\section*{Worked problem: Dunham coefficients and the Sutherland test for Cu$_2$}

\textbf{Problem.} For ground-state $^{63}$Cu$_2$ take the approximate inputs $\mu=31.465$ u, $r_e=2.22$ \AA, $\omega_e=266$ cm$^{-1}$ and $D_e=2.05$ eV (depth from the minimum), with an assumed uncertainty $\delta D_e=0.1$ eV. (a) Find $B_e$, $k=V''(r_e)$ and $\Delta=kr_e^2/2D_e$. (b) Fit Morse and Rydberg curves and obtain $\alpha_e$ and $\omega_ex_e$ for each. (c) Can a spectrum separate the two curves?

\textbf{Conventions.} Energies in cm$^{-1}$ unless marked; $1$ eV $=8065.54$ cm$^{-1}$; $x=(r-r_e)/r_e$. Levels are $\omega_e(v+\frac12)-\omega_ex_e(v+\frac12)^2+B_vJ(J+1)+\dots$ with $B_v=B_e-\alpha_e(v+\frac12)+\dots$. Unrounded values are carried.

\textbf{Why the formulas hold.} The radial Hamiltonian is
\begin{equation}
H=-B_e\frac{d^2}{dx^2}+a_0x^2(1+a_1x+a_2x^2+\dots)+\frac{B_eJ(J+1)}{(1+x)^2}.
\end{equation}
The harmonic part gives $\omega_e=2\sqrt{a_0B_e}$ and $x=s(\hat b+\hat b^\dagger)$, $s^2=B_e/\omega_e$, so $\langle x^2\rangle=2s^2(v+\frac12)$.

Rotation: $\langle V'\rangle=0$ gives $\langle x\rangle=-\frac32a_1\langle x^2\rangle$ to leading order. Then $B_v=B_e(1-2\langle x\rangle+3\langle x^2\rangle)=B_e+3B_e(1+a_1)\langle x^2\rangle$.

Vibration: the quartic term in first order is $a_0a_2s^4(6v^2+6v+3)$, with $a_0s^4=B_e/4$. The cubic term in second order is $-(a_0a_1s^3)^2(30v^2+30v+11)/\omega_e$, with $a_0^2s^6/\omega_e=B_e/16$. The coefficient of $(v+\frac12)^2$ is $\frac32B_ea_2-\frac{15}{8}B_ea_1^2$. Hence
\begin{equation}
F\equiv\frac{\alpha_e\omega_e}{6B_e^2}=-(1+a_1),\qquad G\equiv\frac{8\,\omega_ex_e}{B_e}=15a_1^2-12a_2 .
\end{equation}
Since $a_0=kr_e^2/2$, the Sutherland parameter is $\Delta=a_0/D_e$. A curve $D_ef(y)$, with $y\propto r-r_e$ and fixed $f$, has three parameters, so $a_1\propto\sqrt\Delta$ and $a_2\propto\Delta$ with constants set by $f$.

Morse, $y=\beta r_ex$:
\begin{equation}
D_e(1-e^{-y})^2=D_ey^2\left(1-y+\tfrac{7}{12}y^2-\dots\right),\qquad \beta r_e=\sqrt\Delta,
\end{equation}
so $a_1=-\sqrt\Delta$, $a_2=\frac{7}{12}\Delta$, $F=\sqrt\Delta-1$, $G=8\Delta$.

Rydberg, $y=br_ex$:
\begin{equation}
D_e\left[1-(1+y)e^{-y}\right]=\tfrac12D_ey^2\left(1-\tfrac23y+\tfrac14y^2-\dots\right),\qquad br_e=\sqrt{2\Delta},
\end{equation}
so $a_1=-\frac{2\sqrt2}{3}\sqrt\Delta$, $a_2=\frac12\Delta$, $F=\frac{2\sqrt2}{3}\sqrt\Delta-1$, $G=(\frac{40}{3}-6)\Delta=\frac{22}{3}\Delta$.

\textbf{(a)}
\begin{align}
B_e&=\frac{h}{8\pi^2c\mu r_e^2}=\frac{16.8576\ \mathrm{cm^{-1}\,u\,\text{\AA}^2}}{31.465\ \mathrm{u}\times(2.22\ \text{\AA})^2}=0.1087\ \mathrm{cm^{-1}},\\
a_0&=\frac{\omega_e^2}{4B_e}=1.627\times10^{5}\ \mathrm{cm^{-1}}=20.17\ \mathrm{eV},\\
k&=\frac{2a_0}{r_e^2}=8.19\ \mathrm{eV\,\text{\AA}^{-2}},\qquad
\Delta=\frac{20.17\ \mathrm{eV}}{2.05\ \mathrm{eV}}=9.84 .
\end{align}

\textbf{(b)} Range parameters: $\beta=1.41$ \AA$^{-1}$, $b=2.00$ \AA$^{-1}$. Conversion factors: $\alpha_e=F\times6B_e^2/\omega_e=F\times2.67\times10^{-4}$ cm$^{-1}$ and $\omega_ex_e=G\times B_e/8=G\times0.0136$ cm$^{-1}$.

\begin{center}
\begin{tabular}{lcccccc}
 & $a_1$ & $a_2$ & $F$ & $G$ & $\alpha_e$ ($10^{-4}$ cm$^{-1}$) & $\omega_ex_e$ (cm$^{-1}$)\\ \hline
Morse & $-3.14$ & 5.74 & 2.14 & 78.7 & 5.7 & 1.07\\
Rydberg & $-2.96$ & 4.92 & 1.96 & 72.2 & 5.2 & 0.98
\end{tabular}
\end{center}

These are the models' numbers for the stated inputs. For Morse $\omega_ex_e=B_e\Delta=\omega_e^2/4D_e$; Rydberg gives $\frac{11}{12}$ of that. Higher Dunham corrections to these constants are of relative order $(B_e\Delta/\omega_e)^2=1.6\times10^{-5}$ and play no role here.

\textbf{(c)} The test: form $F$ and $G$ from the spectroscopic $\alpha_e$ and $\omega_ex_e$, which were not used in the fit, and set them against the curves $F(\Delta)$, $G(\Delta)$. At fixed $\Delta$, Rydberg lies below Morse by $8.3\%$ in $G$ and by $5.7\%$ in $F+1$. Since $\Delta\propto1/D_e$, the assumed $\delta D_e$ shifts $G$ by $4.9\%$ and $F+1$ by $2.4\%$ (linearised), roughly half of each gap. A Rydberg curve reproduces the Morse $G$ if its depth is $\frac{11}{12}D_e=1.88$ eV, and the Morse $F$ if its depth is $\frac89D_e=1.82$ eV.

The depth drops out of
\begin{equation}
\rho=\frac{G}{(F+1)^2}=15-\frac{12a_2}{a_1^2}=8\ \text{(Morse)},\quad 8.25\ \text{(Rydberg)},
\end{equation}
but this gap is only $3.1\%$. At fixed $B_e$ and $\omega_e$,
\begin{equation}
\frac{\delta\rho}{\rho}=\frac{\delta(\omega_ex_e)}{\omega_ex_e}-\frac{2F}{F+1}\,\frac{\delta\alpha_e}{\alpha_e},\qquad \frac{2F}{F+1}=1.4\ \text{(Morse)}.
\end{equation}
Uncertainties of $1\%$ in both constants can move $\rho$ by $2.4\%$, most of the gap. The depth-free test therefore needs $\omega_ex_e$ and $\alpha_e$ to better than $1\%$, and the $\Delta$-based test needs $D_e$ to well under $0.1$ eV.